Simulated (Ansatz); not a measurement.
# ScIn3: the change of pressure and energy above lowest point with volume scale

Results calculated with Ansatz 0.2.0, not measured. Free energy against uniform scaling of the volume at fixed shape and fractions; periodic cell, basis, potentials, k mesh and filling as listed.

The cell before it is scaled or strained (space group Pm-3m, No. 221):
```
cell vectors (Å)
   4.4600     0.0000     0.0000
   0.0000     4.4600     0.0000
   0.0000     0.0000     4.4600
atoms (fractions of the cell vectors)
Sc  0.00000  0.00000  0.00000
In  0.00000  0.50000  0.50000
In  0.50000  0.00000  0.50000
In  0.50000  0.50000  0.00000
```

Settings of every row: functional PBEsol; dispersion none; potentials PAW; wave cutoff 420 eV; density cutoff 1680 eV; k mesh 5x5x5; k shift 0x0x0; occupations fermi dirac; smearing width 0.1 eV; spin none.

Limits: coarse k mesh, up to 40 meV an atom off.

```
row  volume scale  V (Å³/atom)  pressure (GPa)  energy above lowest point (meV/atom)
  1          0.94       20.848            4.17                                  14.4
  2          0.96       21.292               ?                                     ?
  3          0.98       21.736            0.93                                   0.7
  4             1       22.179           -0.41                                     0
  5          1.02       22.623            -1.6                                   2.8
  6          1.04       23.066           -2.66                                   8.8
  7          1.06        23.51           -3.59                                  17.4
```

Question: what pressure and energy above lowest point should row 2 give?

Worked fit of pressure. Take u = (V_r/V)^(2/3) − 1 with V_r = 22.401 Å³ an atom, which is twice the finite (Eulerian) strain; such expansions in the strain, on which the Birch-Murnaghan equation of state is built, carry the rest volume and the bulk modulus. The shown rows have u = 0.04906, 0.02029, 0.00666, -0.00655, -0.01931, -0.0317. Least squares give pressure = −1.028 + 90.6 × u + 311.8 × u² GPa; a straight line predicts inner rows, each left out in turn, worse (root mean square 0.21 against 0.0089 GPa). The rows lie off it by 0.00, -0.01, 0.00, 0.01, 0.00, 0.00. The pressure vanishes at u = 0.0109, or V = 22.04 Å³ an atom, and there the bulk modulus at fixed shape and fractions is B = −V dP/dV = (2/3)(1 + u) dP/du = 65.7 GPa. The withheld row has u = 0.03443, so the fit gives −1.028 + 90.6 × (0.03443) + 311.8 × (0.03443)² = 2.46 GPa.

The calculation gave 2.45 GPa. The fit lies 0.01 GPa (0.13 % of the column's range) above it, one unit of the last digit.

Worked fit of energy above lowest point. Take u = (V_r/V)^(2/3) − 1 with V_r = 22.401 Å³ an atom, which is twice the finite (Eulerian) strain; such expansions in the strain, on which the Birch-Murnaghan equation of state is built, carry the rest volume and the bulk modulus. The shown rows have u = 0.04906, 0.02029, 0.00666, -0.00655, -0.01931, -0.0317. Least squares give energy above lowest point = 0.98 − 209.2 × u + 9829 × u² meV/atom; a straight line predicts inner rows, each left out in turn, worse (root mean square 6.6 against 0.11 meV/atom). The rows lie off it by 0.0, -0.1, 0.0, 0.0, 0.1, -0.1. Its lowest point lies at u = 0.0106, or V = 22.05 Å³ an atom, and the curvature there gives the bulk modulus at fixed shape and fractions, B = (4/9)(1 + u)² E″(u)/V = 64.8 GPa. The withheld row has u = 0.03443, so the fit gives 0.98 − 209.2 × (0.03443) + 9829 × (0.03443)² = 5.4 meV/atom.

The calculation gave 5.3 meV/atom. The fit lies 0.1 meV/atom (1.9 % of the value, 0.57 % of the column's range) above it, one unit of the last digit.
